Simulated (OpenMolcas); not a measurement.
## How methods differ on BOF (fluoro(oxo)borane)

BOF has 3 atoms, charge 0, and is taken as a singlet. As SMILES, `O=BF`. The coordinates come from a PBE0-D4/def2-TZVP relaxation.

| atom | x (Å) | y (Å) | z (Å) |
| --- | --- | --- | --- |
| O | 0.9831 | -0.5651 | 0.4799 |
| B | 0.0203 | -0.0116 | 0.0099 |
| F | -1.0034 | 0.5768 | -0.4898 |

Quantity: the energy change with the B2–F3 bond stretched from 1.282 to 1.923 Å, in eV. The values are calculated.

| level | kind | program | value (eV) | less FCI/STO-3G | CPU time (all runs) |
| --- | --- | --- | --- | --- | --- |
| HF/STO-3G (restricted) | Hartree–Fock | OpenMolcas | 4.67 | +1.50 | 2.8 s |
| SVWN5/STO-3G (restricted) | LDA | OpenMolcas | 4.16 | +0.99 | 6.2 s |
| PBE/STO-3G (restricted) | GGA | OpenMolcas | 3.74 | +0.57 | 6.6 s |
| r2SCAN/STO-3G (restricted) | meta-GGA | OpenMolcas | 3.98 | +0.81 | 7.7 s |
| PBE0/STO-3G (restricted) | global hybrid | OpenMolcas | 4.07 | +0.90 | 6.2 s |
| B2PLYP/STO-3G (restricted) | double hybrid | OpenMolcas | 3.93 | +0.76 | 6 s |
| MP2/STO-3G (restricted) | perturbation theory | OpenMolcas | 3.91 | +0.74 | 3.1 s |
| FCI/STO-3G | exact in the basis | OpenMolcas | 3.17 | 0.00 | 60 s |

FCI/STO-3G is exact within its basis and frozen core, so for wave-function methods in that basis the difference is their error; functionals converge differently with the basis, so for them it is only a difference. Spin-restricted single references rise too steeply as a bond breaks, Hartree–Fock most of all. The first shape isn't each level's own minimum. The values span 3.17 to 4.67 eV. All rows use very small basis sets, so even the best lies far from the true value. CPU times are rough (shared hosts, several kinds of processor): they show what a rung costs within a factor of a few.

Stretching the B–F bond costs energy at every level, but correlation lowers that cost markedly: it falls from 4.67 eV in Hartree–Fock to 3.91 eV in MP2 and 3.17 eV in FCI. As the overlap between boron and fluorine σ orbitals weakens, the bonding and antibonding combinations approach each other in energy. A single closed-shell determinant then keeps too much ionic character, whereas FCI can mix in the configurations needed for electron pair separation. MP2 recovers only about half of the Hartree–Fock error, which suggests that correlation beyond second order already matters at this partial stretch.

Among the functionals, the rise from PBE to PBE0 probably reflects the greater cost of this ionic character when exact exchange is admixed. The higher LDA value fits its familiar overbinding, which gradient corrections reduce. The stretched geometry is still short of separated OB and F fragments, so these energies are not bond dissociation energies and don't establish how the methods would rank at that limit.
